# Finding where the density-potential map of an excited state folds: which response method, at what cost

## The result

Take a non-degenerate eigenstate $k$ of $\hat H$ with real wavefunctions, and perturb the potential by $\delta v$. First-order perturbation theory gives $\delta n_k=\chi_k\,\delta v$ with

$$\chi_k(\mathbf r,\mathbf r')=2\sum_{j\ne k}\frac{n_{kj}(\mathbf r)\,n_{jk}(\mathbf r')}{E_k-E_j},\qquad n_{kj}(\mathbf r)=\langle k|\hat n(\mathbf r)|j\rangle .$$

For the ground state every denominator is negative, and the only null vector is a constant. For an excited state each lower state adds a positive rank-one term. Only states of the same spin couple, so we count $k$ within that sector, and $\chi_k$ has at most $k$ positive eigenvalues. It need not have any. But an eigenvalue $\lambda$ can pass through zero as the potential changes. If that zero is simple, and $\lambda$ changes at first order along its own null vector, the density along that direction is quadratic in the displacement. The map $v\to n_k$ then folds, and two potentials give the same density for the same level $k$. This is why there is no Hohenberg-Kohn theorem for excited states (Gaudoin and Burke, 2004).

The practical job is to locate the fold. We compare three routes: the sum over states above, a Sternheimer solve, and searches that use the density alone.

## Exact reference: the asymmetric Hubbard dimer

Two electrons, hopping $t$, on-site repulsion $U$, site potentials $v_1=-\Delta/2$, $v_2=+\Delta/2$. In the singlet basis $|2,0\rangle,|1,1\rangle,|0,2\rangle$,

$$H=\begin{pmatrix}U-\Delta&-\sqrt2t&0\\-\sqrt2t&0&-\sqrt2t\\0&-\sqrt2t&U+\Delta\end{pmatrix},\qquad D=\hat n_1-\hat n_2=\mathrm{diag}(2,0,-2).$$

Write $n=\langle1|D|1\rangle$ for the first excited singlet, and primes on $n$, $E_1$ and $\lambda$ for $d/d\Delta$. Since $\partial H/\partial\Delta=-D/2$, Hellmann-Feynman gives $n=-2E_1'$. The $2\times2$ site response has the constant null vector and one other eigenvalue, for the vector $(1,-1)$:

$$\lambda=\sum_{j=0,2}\frac{|D_{1j}|^2}{E_1-E_j}=-n' .$$

The secular equation is $E[(U-E)^2-\Delta^2]+4t^2(U-E)=0$. For $\Delta>0$ its left side is positive at $E=0$ and negative at $E=U$, so $0<E_1<U$. With $x=U-E_1$,

$$\Delta^2=g(x)=x^2+\frac{4t^2x}{U-x},\qquad n=2\frac{dx}{d\Delta}=\frac{4\Delta}{g_x},$$

where subscripts denote $x$-derivatives. The function $g$ rises monotonically from $0$ to $\infty$ on $(0,U)$. At small $\Delta$, $n=U\Delta/t^2$, so $\lambda(0)=-U/t^2$. At large $\Delta$ the state becomes $|1,1\rangle$ and $n\to0$. Setting $dn/dx=0$ gives $g_x^2=2gg_{xx}$, which reduces to

$$t^2U(U-4x)=x^3(U-x).$$

On $(0,U/4)$ the left side falls to zero and the right side rises from zero. Beyond $U/4$ the two sides have opposite signs. So there is exactly one fold at $\Delta>0$, and $n$ has a single maximum.

From here $t=1$. We choose $U=5\sqrt5/2=5.590$ because the quartic then has the root $x=U/5$:

- fold at $\Delta_c=3/2$, with $n_c=4/\sqrt5=1.789$;
- $E_1=2\sqrt5=4.472$ and $E_{0,2}=\tfrac{\sqrt5}{2}(3\mp\sqrt{13})=-0.677,\ 7.385$;
- the two terms of $\lambda$ are $\pm8/(15\sqrt{65})=\pm0.0662$, the positive one from state 0;
- repeated differentiation of $g(x)=\Delta^2$ gives $n''=-8\sqrt5/125=-0.1431$ and $n'''/n''=-28/15$.

An explicit pair: $\Delta=1$ gives $n=1.762$ with $\lambda=-0.1376$, and $\Delta=2.220$ gives the same $n$ for the same level. All numbers on this page belong to this model.

The error measure is $e=\Delta-\Delta_c$. An error $\delta\lambda$ in the response moves the fold by $-\delta\lambda/\lambda'$, with $\lambda'=-n''=0.1431$.

## Cost model

Let $N$ be the dimension of the singlet space, $z$ the nonzeros per row of $H$, and $d$ the number of independent potential directions. For two electrons on $L$ sites, $N=L(L+1)/2$ and $d=L-1$, so the dimer has $N=3$, $d=1$. The unit is one **solve**: one eigenpair or one shifted linear system, each costing $I$ products with $H$, or $IzN$ multiply-adds. Two assumptions enter, and both are relaxed at the end. A linear solve costs the same as an eigenpair. State $k$ can be followed from the previous potential without computing the states below it, which in the dimer means picking the middle root.

## Route A: sum over states

**Work and memory.** Keeping the lowest $M>k$ states costs $M$ solves and $M$ stored vectors of length $N$. The full sum has $M=N$. Done by dense diagonalisation it costs $cN^3$ with $c$ of order unity or larger, and memory $N^2$.

**Deviation.** For a unit direction $w$ let $\hat V=\sum_iw_i\hat n_i$. All omitted states lie above $k$, so truncation raises $w^T\chi_kw$ by

$$T_M=2\sum_{j\ge M}\frac{|V_{kj}|^2}{E_j-E_k}\le\frac{2\mu_2}{(E_M-E_k)^3},\qquad\mu_2=\|(H-E_k)\hat V|k\rangle\|^2 .$$

The bound follows from $1/a\le a^2/a_M^3$ for $a\ge a_M>0$, with $a=E_j-E_k$, and from $\sum_j|V_{kj}|^2(E_j-E_k)^2=\mu_2$, which is finite on a lattice. The bound falls as a power of the cutoff energy, and the bias has one sign: truncation pushes the response towards positive values.

**On the dimer.** $M=2$ keeps only the positive term, so the truncated $\lambda$ is positive at every $\Delta$ and has no zero. At the fold $T_2=0.0662$, while even $|e|<0.1$ requires $T<0.0143$. Only $M=3$ is usable: three solves per potential.

## Route B: Sternheimer solve

Solve $(E_k-H)|\phi\rangle=Q D|k\rangle$ with $Q=1-|k\rangle\langle k|$ and $\langle k|\phi\rangle=0$. Expanding $\phi$ in eigenstates reproduces the full sum, $\lambda=\langle k|D|\phi\rangle$.

**Work and memory.** One eigenpair and $d$ linear systems, $1+d$ solves, with $1+d$ stored vectors plus a few work vectors.

**Deviation.** The operator is indefinite on the complement of $|k\rangle$, so it needs a minimum-residual solver, or else the $k$ lower states are projected out and added explicitly. In the second case $A=H-E_k$ is positive on the remaining space, with condition number $\kappa=(E_{\max}-E_k)/(E_{k+1}-E_k)$. For $Au=b$ the conjugate-gradient iterate $u_I$, started from zero, has its residual orthogonal to $u_I$. Hence $b\cdot u-b\cdot u_I=(u-u_I)^TA(u-u_I)$. The standard bound on this norm gives a relative error of at most $4\rho^{2I}$ in the upper-state part of the response, with $\rho=(\sqrt\kappa-1)/(\sqrt\kappa+1)$. The error falls exponentially in $I$, and $I$ grows as $\sqrt\kappa$ times the logarithm of the inverse tolerance. In the dimer that space is one-dimensional and one iteration is exact.

**The slope is free.** The first-order state for $\partial H/\partial\Delta=-D/2$ is $-\phi/2$. The third-order energy is $\langle\psi^{(1)}|(V-\langle V\rangle)|\psi^{(1)}\rangle$, here with $V=-D/2$, so $E_1'''=-\tfrac34\langle\phi|(D-n)|\phi\rangle$ and

$$n''=\tfrac32\langle\phi|(D-n)|\phi\rangle .$$

Routes A and B can both build $\phi$, so both can take Newton steps $\Delta\leftarrow\Delta-n'/n''$ at no extra solve. Inserting $n'=n''_ce+\tfrac12n'''_ce^2$ gives

$$e_{s+1}\simeq\frac{n'''_c}{2n''_c}\,e_s^2=-\frac{14}{15}e_s^2 .$$

Starting from $\Delta=1$:

| step $s$ | 1 | 2 | 3 | 4 | 5 |
|---|---|---|---|---|---|
| $-e_s$ | 0.235 | 0.0536 | $2.73\times10^{-3}$ | $6.95\times10^{-6}$ | $4.5\times10^{-11}$ |
| solves, A | 3 | 6 | 9 | 12 | 15 |
| solves, B | 2 | 4 | 6 | 8 | 10 |

The first four entries are exact iterates, and the fifth follows from the fourth by the quadratic law. Do not start on the large-$\Delta$ tail: there $n'<0$ and $n''>0$, and the step points away from the fold.

If $\lambda$ carries numerical noise $\eta$, the fold is fixed only to $\eta/|n''|$. We assume $\eta=10^{-12}$ for $\lambda$ and for $n$ throughout, which gives $7.0\times10^{-12}$.

## Route C: densities only

Both variants need no response code and store only the state and its work vectors.

**C1, finite differences.** Central differences give $\chi_k$ from $2d$ solves. In the dimer a Newton step uses $n(\Delta\pm h)$ and $n(\Delta)$, three solves. The iteration converges to the root of $n(\Delta+h)-n(\Delta-h)=2h\,[n'+h^2n'''/6+\dots]$, which is displaced by

$$e_h\simeq-\frac{h^2n'''_c}{6n''_c}=\frac{14}{45}h^2 .$$

The exact displacement is $3.11\times10^{-3}$ at $h=0.1$ and $3.11\times10^{-5}$ at $h=0.01$, equal to the formula to these figures. The converged stencil is itself a counterexample: at $h=0.1$ its ends, $\Delta=1.4031$ and $1.6031$, have identical densities.

Noise of up to $\eta$ in each density adds $\eta/h$ to the derivative and $\eta/(h|n''|)$ to $e$. The sum of bias and noise is smallest at $h^3=45\eta/(28|n''|)$, where it equals $\tfrac{14}{15}h^2$. This gives $h=2.2\times10^{-4}$ and a floor of $4.7\times10^{-8}$, scaling as $\eta^{2/3}$.

**C2, golden-section search.** For $d=1$ the fold is the maximum of $n$. Place two points at fractions $1-q$ and $q$ of a bracket of width $W$, and discard the end beyond the point with the smaller $n$. One point can be reused if $q^2=1-q$, so $q=(\sqrt5-1)/2=0.618$. After $m\ge2$ solves the bracket is $Wq^{m-1}$ and its midpoint obeys $|e|\le\tfrac W2q^{m-1}$. We use the bracket $[1,3]$, whose left end is the Newton start, so the bound is $q^{m-1}$. The density lies within $\eta$ of its maximum for $|e|<\sqrt{2\eta/|n''|}=3.7\times10^{-6}$, which sets the scale of the floor. For $d>1$ a fold is a zero eigenvalue of a matrix, and in general no extremum of one chosen density component, so C2 does not carry over.

## Summary of scaling

| route | solves per $\chi_k$ | vectors stored | fall of the error | floor |
|---|---|---|---|---|
| A, truncated | $M$ | $M$ | bound $\propto(E_M-E_k)^{-3}$, one-signed | truncation |
| A, full | $N$ | $N$ | quadratic in steps | $\propto\eta$ |
| B | $1+d$ | $1+d$ + few | $\rho^{2I}$ inside, quadratic in steps | $\propto\eta$ |
| C1 | $2d$ | few | $h^2$ bias | $\propto\eta^{2/3}$ |
| C2 ($d=1$) | 1 per point | few | $q^{m-1}$ | $\propto\eta^{1/2}$ |

## Cheapest route for a stated accuracy

Solves needed on the dimer. C1 uses $h=0.01$, so its iterates follow the Newton table up to changes of order $h^2$, too small to alter the step counts of the first three rows. C2 needs the smallest $m$ with $q^{m-1}\le\varepsilon$.

| target $\varepsilon$ | A | B | C1 | C2 | cheapest | break-even $r$ |
|---|---|---|---|---|---|---|
| $10^{-1}$ | 6 | 4 | 6 | 6 | B | 2 |
| $10^{-2}$ | 9 | 6 | 9 | 11 | B | 2.67 |
| $10^{-4}$ | 12 | 8 | 12 | 21 | B | 4.25 |
| $10^{-8}$ | 15 | 10 | below floor | below floor | B | none |

The last column drops the first assumption. If a linear solve costs $r$ eigenpairs, $s$ steps of B cost $s(1+r)$, and C2 with $m$ points is cheaper once $r>m/s-1$. A overtakes B on the dimer at $r>2$. For such $r$ the choice is A, C1 or C2 at $10^{-1}$, A or C1 at $10^{-2}$ and $10^{-4}$, and A at $10^{-8}$.

## Best route inside a budget

Error $|e|$ after spending at most the stated number of solves:

| budget | A | B | C2 (bound) |
|---|---|---|---|
| 5 | 0.235 | 0.0536 | 0.146 |
| 6 | 0.0536 | $2.73\times10^{-3}$ | 0.0902 |
| 8 | 0.0536 | $6.95\times10^{-6}$ | 0.0344 |
| 10 | $2.73\times10^{-3}$ | $4.5\times10^{-11}$ | 0.0132 |
| 12 | $6.95\times10^{-6}$ | noise floor | $5.0\times10^{-3}$ |

B is best in every row. Without a Sternheimer solver, C2 is ahead of A at budgets 5 and 8, where A leaves two solves unspent. At 10 and 12 A is ahead of the C2 bound by a wide margin. Read the row at 6 with care: the C2 column is a guaranteed bound for any single-peaked $n$, the Newton columns are actual errors from one start, and the two numbers differ by less than a factor of two. C1 tracks column A until its bias takes over, near 12 solves at $h=0.01$.

## What changes for larger systems

**Lower states not avoidable.** If the eigensolver must converge the $k$ lower states as well, each eigenpair count in B and C grows by $k$. On the dimer a Newton step then costs 3 in A, 3 in B and 6 in C1, and a golden-section point costs 2. A and B tie, and the C2 counts double.

**More sites.** For two electrons on an open chain with $L=100$, $N=5050$ and $d=99$. One $\chi_k$ costs 5050 solves by A, 100 by B and 198 by C1. Against dense diagonalisation, B is cheaper when $(1+d)IzN<cN^3$. With $z\le5$ and $c=1$ this holds for $I<N^2/(5L)=5.1\times10^4$, well above $N$, the most iterations that conjugate gradients needs in exact arithmetic. The tie found on the dimer comes from $N-k-1=1$, a single state above the target.

**Memory budgets.** If $N$ vectors do not fit, full A is out. If $1+d$ vectors do not fit either, B can still build $\chi_k$ column by column and discard each $\phi$, at the same $1+d$ solves. It loses the free slope and needs a secant update for the zero of $\lambda$.

**Working rule.** Use B with Newton steps. Use full A for the dimer and spaces of similar size, or to see which states cancel. Use C1 to validate a response code and to produce explicit pairs of potentials. Treat a positive eigenvalue from a truncated sum as unproven until it exceeds the bound on $T_M$. A negative eigenvalue survives completion of the sum, because the omitted terms only lower $w^T\chi_kw$.